**Two conformers against eight.** Two conformers that compete with eight equally good ones start with a fifth of the molecules. To hold half, they must lie lower in free energy by $RT\ln(8/2)$, where $R$ is the gas constant and $T$ the temperature. At room temperature $RT$ is about 0.59 kcal/mol, so the lead they need is about 0.82 kcal/mol. The disiloxane below comes almost exactly to this point: rows 1 and 2 are the most stable single conformers, yet together they hold only 48% of the weight.

Gas-phase conformers of C[Si@H](O[Si@H](C)C(F)F)C(F)F: PBE0-D3(BJ)/6-31G(d) energies (PySCF 2.14.0) at GFN2-xTB geometries (tblite 0.8.0), with GFN2-xTB thermal terms at 298.15 K. The torsions are, in order, C1-Si2-O3-Si4, Si2-O3-Si4-C5, O3-Si4-C6-F7 and O3-Si2-C9-F10. Each row shows one of two mirror forms, and its weight covers both.

```tsv
number	torsions in degrees	GFN2-xTB energy above its lowest (kcal/mol)	DFT energy above the lowest (kcal/mol)	free energy above the lowest (kcal/mol)	weight (%)	dipole (D)
1	(77,-97,-171,-161)	0.120	0.000	0.000	25.800	2.720
2	(146,-70,53,-52)	0.130	0.070	0.090	22.200	3.180
3	(-178,86,-54,170)	0.600	1.110	0.560	10.000	3.090
4	(62,94,54,-176)	0.080	1.090	0.600	9.400	2.920
5	(67,49,165,66)	0.670	1.070	0.660	8.400	1.650
6	(165,26,167,-173)	0.500	1.200	0.870	5.900	2.040
7	(105,74,68,-60)	0.000	1.090	0.970	5.000	3.020
8	(58,130,54,-75)	0.070	0.960	0.980	5.000	3.180
9	(61,74,72,59)	0.630	1.370	1.010	4.700	1.310
10	(136,54,67,-167)	0.520	1.620	1.160	3.700	1.230
```

The estimate can be worked through with one number from the calculation. If $\Delta G$ is the mean free energy of rows 3 to 10 above that of rows 1 and 2, the share of the leading pair is

$$p=\frac{1}{1+(8/2)\,e^{-\Delta G/RT}} .$$

With $\Delta G$ = 0.81 kcal/mol the exponential is about 0.25, the second term in the denominator is about 1, and $p$ is about 50%. Nothing was fitted. The small excess over the tabulated share arises because a mean hides the spread: the lower members of the eight count for more than the higher ones. The weights were themselves computed from the free energies, so the agreement tests only this averaging. Each row also stands for two mirror forms, a factor that cancels.

**Where the lead comes from.** The lead is electronic, and it appears only at the DFT level. In DFT energy the eight others lie on average 1.15 kcal/mol above the pair, and even the best of them is 0.89 above row 2. The thermal terms, taken from GFN2-xTB, work the other way and return about 0.35 kcal/mol of this on average. They help row 3 most and rows 7 and 8 hardly at all, which is why row 3 has twice the weight of row 8 although its DFT energy is higher. A possible reason is that some conformers have softer motions and hence more entropy. Another is an artefact: at least one conformer keeps an imaginary mode, and if such a mode is left out of the entropy, that conformer looks less stable than it is. The vibrations were not analysed one by one.

The leaders also share a feature of shape. The first two torsions describe how the two methyl groups are turned about the Si–O bonds. Opposite signs mean that both methyls lie on the same side of the Si–O–Si plane, and equal signs that they lie on opposite sides. Only rows 1 and 2 clearly have them on the same side; in row 3 one methyl lies almost in the plane. With only two such conformers, this is a marker of the stable group and not a proven cause.

The backbone of a siloxane is soft: the Si–O bonds are long, the angle at oxygen is wide and easily bent, and turning about the Si–O bonds costs little. This softness is a likely reason why ten different shapes fit within 1.62 kcal/mol of DFT energy. It also suggests what to look for in related open-chain siloxanes: many shapes close in energy, so that their number can matter as much as the depth of the best one. It does not explain why the same-side arrangement is preferred here.

**Two simple explanations that fall short.** The first is that stable conformers let their bond dipoles cancel. The table shows the reverse tendency: rows 9 and 10 have the smallest dipoles and the highest DFT energies. The second is that a fluorine placed opposite the oxygen, across the Si–C bond, decides the order. Rows 1 and 6 both have such a fluorine at each end, yet row 6 lies 1.20 kcal/mol higher. What favours the leaders therefore remains open. Local contacts between groups, which a total dipole does not register, are a candidate, but to name them one would need the distances between the atoms in each conformer.

**How safe the order is.** Between rows 1 and 2 there is no order to defend. Their free energies differ by 0.09 kcal/mol, and the relative energies carry noise of some hundredths. They are best treated as a tie.

The lead of the pair over the rest is better founded, but it rests on one level of theory. GFN2-xTB alone gives a mean energy gap of only 0.26 kcal/mol and puts row 7 lowest. If its energies replace the DFT energies while the thermal terms are kept, row 4 becomes the most stable conformer and the pair falls to 17% of the ten. GFN2-xTB is the cruder method for such small differences, so this does not refute the DFT order. It does show that the choice of electronic energy can remake the populations.

The DFT result has weak points of its own. The energies were computed at GFN2-xTB geometries, and the small basis set can favour shapes in which groups lie close enough to borrow each other's basis functions. An error of 0.5 kcal/mol in the gap between the groups, a plausible size for such a calculation, would move the share of the pair to 28% or to 68%. That the pair is favoured is therefore more trustworthy than its exact share. The output printed after the text gives these shares and the division of the free energies into their parts.

**What would reverse it.** Row 3 would draw level with row 1 if their relative free energy were wrong by 0.56 kcal/mol. Its thermal term relative to row 1 already lowers it by 0.55 kcal/mol and would have to double to do this alone. The imaginary mode mentioned above makes the thermal terms less certain, but a change of leader from this source alone would take a large error. Better geometries would change the DFT energies as well, and the two corrections could add up.

A polar solvent would act first on the tie. In the simplest picture, a dipole in a spherical cavity, the solvent lowers the energy in proportion to the square of the dipole. Row 2 has the larger dipole, 3.18 D against 2.72 D in row 1, and for a cavity of guessed but reasonable size it would gain a few tenths of a kcal/mol on row 1. That is enough to put row 2 ahead, while rows 3 to 10 stay behind in the same rough estimate.

Siloxanes serve as precursors for insulating films in electronic devices. For a vapour of this molecule, the table means that a property such as the dipole should be averaged over the conformers and not taken from row 1; it says nothing about how a film grows.

The most serious challenge may come from conformers outside the ten. At the GFN2-xTB level the known ones carry 17% of the weight, which is comparable to the share of rows 1 and 2 there. DFT raised those two from an unremarkable place to the lead. Whether it would do the same for one of the others is the open question. DFT energies would answer it for the conformers that the search found, but not for any that it missed.

Printed output of the fit:

```
Parts of the free energy in kcal/mol:
  row  thermal_term  DFT_minus_GFN2  GFN2_free_energy  methyl_sides
    1             0           -0.12              0.53             1
    2          0.02           -0.06              0.56             1
    3         -0.55            0.51              0.46             0
    4         -0.49            1.01                 0            -1
    5         -0.41             0.4              0.67            -1
    6         -0.33             0.7              0.58            -1
    7         -0.12            1.09              0.29            -1
    8          0.02            0.89               0.5            -1
    9         -0.36            0.74              0.68            -1
   10         -0.46             1.1              0.47            -1
Share of rows 1 and 2 in the printed weights, %: 48
Share of rows 1 and 2 from DFT energies alone, %: 62.58
Share of rows 1 and 2 from GFN2-xTB energies alone, %: 25.88
Share of rows 1 and 2 from GFN2-xTB energies with thermal terms, %: 16.72
Mean DFT energy of rows 3 to 10 above that of rows 1 and 2, kcal/mol: 1.154
The same for GFN2-xTB energy, kcal/mol: 0.2587
The same for free energy, kcal/mol: 0.8063
The same for the thermal term, kcal/mol: -0.3475
Smallest DFT gap between the two groups, kcal/mol: 0.89
Smallest free-energy gap between the two groups, kcal/mol: 0.47
Free energy of row 2 above row 1, kcal/mol: 0.09
Share of rows 1 and 2 if the group gap were 0.5 kcal/mol smaller, %: 28.36
Share of rows 1 and 2 if the group gap were 0.5 kcal/mol larger, %: 68.16
Correlation of dipole and DFT energy, all rows: -0.5733
Correlation of dipole and DFT energy, rows 3 to 10: -0.7783
DFT energy of row 6 above row 1, kcal/mol: 1.2
DFT energy of row 7 above row 2, kcal/mol: 1.02
DFT energy of row 8 above row 2, kcal/mol: 0.89
GFN2-xTB weight of the omitted conformers, %: 17
GFN2-xTB weight of rows 1 and 2 in the full set, %: 13.88
Row 2 less row 1 in a very polar solvent, rough, kcal/mol: -0.1782
Best of rows 3 to 10 above the leader in that solvent, rough, kcal/mol: 0.5258
```
